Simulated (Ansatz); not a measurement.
# Rigid separation of an amorphous Si-containing carbon film from diamond (100): binding energy against shift with PBE

The binding energy between an amorphous carbon film and the crystal beneath it, both with 5 % Si on C sites, is calculated at six rigid shifts along the (100) normal. Zero is the energy of the two parts alone, each frozen in its geometry, and negative values are bound. In this sample the film is joined to the crystal much as one diamond layer is to the next, so the curve describes a junction of that kind and not a disordered one.

**Problem.** A continuum model of flaking on a coated diamond tool needs a release opening, beyond which film and crystal count as detached. The targets are chosen in round numbers. At release, less than 1 J/m² of binding may remain, and the mean pull from there to the widest tabled opening must be under 10 GPa. The smallest tabled opening that meets both is preferred, because it keeps the partly bonded zone at the crack tip narrow. Which row should be used?

## How the numbers were made

One cell of 216 atoms with an interface area of 114.4 Å². Start: A 3 x 3 x 3 block of diamond C (a = 3.566 Å), 5 % of C replaced at random by Si with its (100) planes normal to z; the lower 33 % held fixed, the rest melted at 8000 K for 10 ps and cooled to 500 K at 100 K/ps with the Tersoff potential (Tersoff, Phys. Rev. B 39, 5566 (1989)); then all atoms free for 10 ps at 500 K, under 12 Å of vacuum. Minimised at fixed cell. . The free atoms were then eased in DFT by a short relaxation. The upper part (region amorphous, 144 atoms) is moved as a rigid block and each geometry is a single point. The cell is held, so the vacuum over the upper part shrinks as it moves out. Ansatz 0.2.0: Kohn-Sham DFT with PBE, PAW potentials, plane waves to 420 eV, k-points Γ alone, Fermi-Dirac smearing of 0.05 eV, no spin polarisation, no spin-orbit coupling. In the run that the rows count from, the cell has a spacing of 0.14 eV between highest filled and lowest empty level with 6 levels partly filled, and its k-points sample 11 Å along the shortest periodic direction.

Notes on method and selection:

- Cells made by classical potentials are single samples, quenched or equilibrated over picoseconds, then relaxed in DFT to a nearby minimum.
- Without spin polarisation, moments at edges, vacancies or dangling bonds can't form.
- Some slabs bear a dipole and have periodic images along the normal, with no correction.
- Cells built by rule (random alloys, stacks, cuts and interfaces) are models; they needn't be known phases.
- Nothing relaxes after the shift, so the curve is stiffer than that of a real separation.
- Plane waves have no basis-set superposition error.
- Too few of these runs have a clean gap for a gap column: frontier levels are partly filled, the cells are metallic on their meshes, or the meshes miss the band edges.
- Runs that did not converge, have known faults or may not be shown are not listed, and runs on Ansatz's PAW sets soft_1 and soft_2 are kept to separate tables.

Columns:

- shift (Å): rigid shift of the upper part along the surface normal, positive away from the lower part.
- binding energy (mJ/m²): free energy of the cell less those of the lower and upper parts alone (each frozen in its geometry, in the same cell), over the area of the interface; negative is bound.

Input lines of one member:

```
kpoints:
  mp_grid: { grid: [1, 1, 1] }
hamiltonian:
  xc: pbe
scf:
  occupations: { method: fermi_dirac, width: 0.05 }
```

Command (options for logging and memory left out): `ansatz run input.yaml --threads 4 --backend cpu`

## Table of results

| member | shift (Å) | binding energy (mJ/m²) |
| --- | --- | --- |
| −0.3 Å | −0.3 | −11289.449 |
| unshifted | 0.0 | −15229.210 |
| +0.3 Å | 0.3 | −12662.789 |
| +0.8 Å | 0.8 | −5120.763 |
| +1.6 Å | 1.6 | −457.257 |
| +3 Å | 3.0 | −1.210 |

## Mechanism

The unshifted cell is the most strongly bound of the six, at −15229 mJ/m². Pushing the film in by 0.3 Å costs 3940 mJ/m², and pulling it out by the same distance costs 2566 mJ/m², a ratio of 3940 / 2566 = 1.54. Forces in the unshifted cell are small, so this asymmetry reflects the shape of the well and not a misplaced minimum: repulsion between overlapping filled shells grows faster on compression than bonding is lost on stretching.

On the way out, the mean slope between neighbouring rows first rises and then falls. With 1 mJ/m² per Å equal to 0.01 GPa, it is 86 GPa from 0 to 0.3 Å, 0.01 × (12662.789 − 5120.763) / 0.5 = 151 GPa from 0.3 to 0.8 Å, 58 GPa from 0.8 to 1.6 Å and 3.3 GPa from 1.6 to 3 Å.

The cause is the stretching and breaking of covalent bonds across the cut. For a bond placed as in perfect diamond, the length at shift $s$ is

$$L(s)=\sqrt{a^2/8+(a/4+s)^2},\qquad a=3.566\ \text{Å}.$$

This gives about 1.5 Å unshifted, then 1.7, 2.1, 2.8 and 4.1 Å at the four outward shifts. The steepest interval is thus the one in which such bonds stretch from 1.7 to 2.1 Å; by 2.8 Å little orbital overlap is left. The formula suits this seam, because each atom facing the cut has as many bonds across it as on an ideal (100) plane, all of them between C atoms. The lowest layer of the film thus seems to continue the crystal, with the disorder starting higher up. Some scatter about the ideal lengths remains.

The depth of the well fits this picture. It amounts to 15229 × 114.4 / 16022 = 109 eV per cell. An ideal (100) cut of this area would break 36 bonds, and the cut made here breaks just as many. That gives 109 / 36 = 3.0 eV each, a reasonable size for covalent single bonds. The 15 J/m² is therefore the cost of rigidly parting a diamond-like junction, and doesn't tell how well a film with a disordered seam would adhere. More levels are partly filled at the two widest openings than in the unshifted cell, as expected when cut bonds leave half-filled orbitals behind.

## Residuals

All six rows fit a single well, but the value at +3 Å should be read as zero. Its −1.210 mJ/m² corresponds to 1.210 × 114.4 / 16022 = 0.009 eV for the whole cell of 216 atoms, too little to carry physical meaning in runs of this kind.

The row is still useful as a check on the reference. Both parts alone gave a warning that the exchange-correlation potential is rough where the density is thin, while the shifted cells did not. The energies nevertheless agree at +3 Å, so the warning has left no visible error in the zero of the table, barring a cancellation. The unshifted cell gave the same warning, but any resulting error should be minor beside a well of 15 J/m².

## Selection

**Solution.** Release requires an outward shift, which removes the −0.3 Å and unshifted rows. For the others, the remaining binding is $|E(s)|$, and the mean pull from shift $s$ to the widest row is

$$\bar\sigma(s)=0.01\,\frac{E(3.0)-E(s)}{3.0-s},$$

in GPa, with $E$ in mJ/m² and $s$ in Å.

- **+0.3 Å:** About 13 J/m² remains, and the pull is 0.01 × (12662.789 − 1.210) / 2.7 = 46.9 GPa. Both targets are missed.
- **+0.8 Å:** 5.12 J/m² remains, and the pull is 0.01 × (5120.763 − 1.210) / 2.2 = 23.3 GPa. Both targets are missed.
- **+1.6 Å:** About 0.46 J/m² remains, and the pull is 0.01 × (457.257 − 1.210) / 1.4 = 3.26 GPa. Both targets are met.
- **+3 Å:** about 0.001 J/m² remains. This row is the end of the path, so it passes the second target by definition.

The pick is **+1.6 Å**, where 457.257 / 15229.210 = 3.0 % of the binding is left. The runner-up is +3 Å, which is safer as a criterion for detachment but nearly doubles the opening.

The omitted effect most likely to strengthen the binding at these gaps is the dispersion attraction, taken here as a rough 0.3 J/m². Added in full at +1.6 Å, it gives 0.46 + 0.3 = 0.76 J/m². If it were all lost by +3 Å, the pull would rise by 0.3 / 0.14 = 2 GPa (the path of 1.4 Å being 0.14 nm), to about 5 GPa. Both figures stay within the targets, though an attraction of more than about 0.5 J/m² at +1.6 Å would break the first.

Two other things could overturn the pick. A binding limit set below about 0.46 J/m² would pass the choice to +3 Å. So might relaxation: in a real film the layers next to the seam stretch as well, so the seam bonds are shorter at the same total displacement and may still hold at 1.6 Å. The pick therefore applies to an opening concentrated in one plane, as in the calculation, and to a plane bonded like diamond. For a coating that meets its tool in a disordered seam, the release opening remains untested. So does a cut higher up in the film, where flaking might start more easily.

## Rules of thumb and their limits

For this one quenched sample, cut where film and crystal are joined as in diamond, rigid separation removes two thirds of the binding by +0.8 Å and 97 % by +1.6 Å. Neither these shares nor the well depth should be carried over to a disordered seam.

No omitted effect is expected to exceed the table's spread of 15 J/m², but two are large enough to change the well depth. Relaxation of the separated surfaces, where dangling bonds can pair up, would lower the work of separation by roughly several J/m². Spin polarisation would also lower it, by perhaps 1 J/m² or more, since unpaired electrons on cut bonds could then form moments. The two gains do not simply add, because bonds that pair up no longer carry moments.

[Logs are printed without paths, hosts, clocks, repeated set-up lines and the standing remarks that a program may print on its own settings, such as how far it seeks lower states.]
